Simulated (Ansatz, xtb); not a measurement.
Ligand exchange: IBr + SiH3F → SiH3I + BrF

Species: IBr (iodine monobromide), singlet; SiH3F `F[SiH3]`, singlet; SiH3I `[SiH3]I`, singlet; BrF (bromine fluoride), singlet. The partners trade Br for SiH3: I–Br and F–SiH3 bonds give way to I–SiH3 and F–Br.

Shapes, held fixed at every level: PBE0-D4/def2-TZVP. Programs: Ansatz 0.2.0, xtb 6.7.1. The zero-point and thermal change to 298 K, harmonic and unscaled (PBE0-D4/def2-TZVP), is -2.6 kJ/mol.

Problem. Estimate ΔH(298 K) of this reaction.

Solution. The highest level, CCSD(T)/def2-TZVPP, gives ΔH(298 K) = +241.5 kJ/mol; the levels span +222.2 to +255.3. The column of differences is taken from that level and isn't an error. No measured value is set beside it here. For atoms past krypton def2 sets carry core potentials with scalar relativity. Relativity is left out for Br unless named. Correlated rows may include outer-core shells of Br, I, which these sets cover unevenly. Times are processor times on shared x86 and Arm servers, and rough.

| level | kind | ΔH(298 K) (kJ/mol) | less CCSD(T)/def2-TZVPP | CPU time (sum over the molecules) |
| --- | --- | --- | --- | --- |
| GFN2-xTB | semi-empirical | +228.0 | -13.5 | 0.18 s |
| HF/def2-SVP | Hartree–Fock | +255.3 | +13.8 | – |
| SPW92/def2-TZVPP | LDA | +227.4 | -14.1 | 3.9 s |
| PBE-D4/def2-TZVPP | GGA | +222.2 | -19.3 | 6.9 s |
| B3LYP-D4/def2-TZVPP | global hybrid | +242.1 | +0.6 | 8.9 s |
| r2SCAN0-D4/def2-TZVPP | global hybrid | +246.1 | +4.6 | 13 s |
| B2PLYP/def2-TZVPP | double hybrid | +245.4 | +3.9 | 13 s |
| CCSD/def2-SVP | coupled cluster or CI | +238.4 | -3.1 | – |
| CCSD(T)/def2-TZVPP | coupled cluster or CI | +241.5 | 0.0 | 38 s |

The exchange is strongly endothermic at every level, and the thermal term of -2.6 kJ/mol is far too small to matter: the cost is electronic. It comes mainly from giving up the Si–F bond, which is short, highly polar and among the strongest single bonds silicon forms. Silicon gets in return a much weaker bond to the large, diffuse and less electronegative iodine. Fluorine moves to bromine, where the electronegativity difference is smaller and lone pairs repel across the bond. Br–F is stronger than the I–Br bond it replaces, but that gain recovers only part of the loss.

The two semilocal functionals, at +227.4 and +222.2 kJ/mol, lie below both global hybrids, probably because they overbind the electron-rich Br–F bond. The spread doesn't threaten the sign, but the close match of B3LYP-D4 to CCSD(T) in a single reaction may owe something to cancellation. In reverse, fluorination of silyl iodide by BrF is strongly favoured in enthalpy, though nothing here shows how fast it would run.
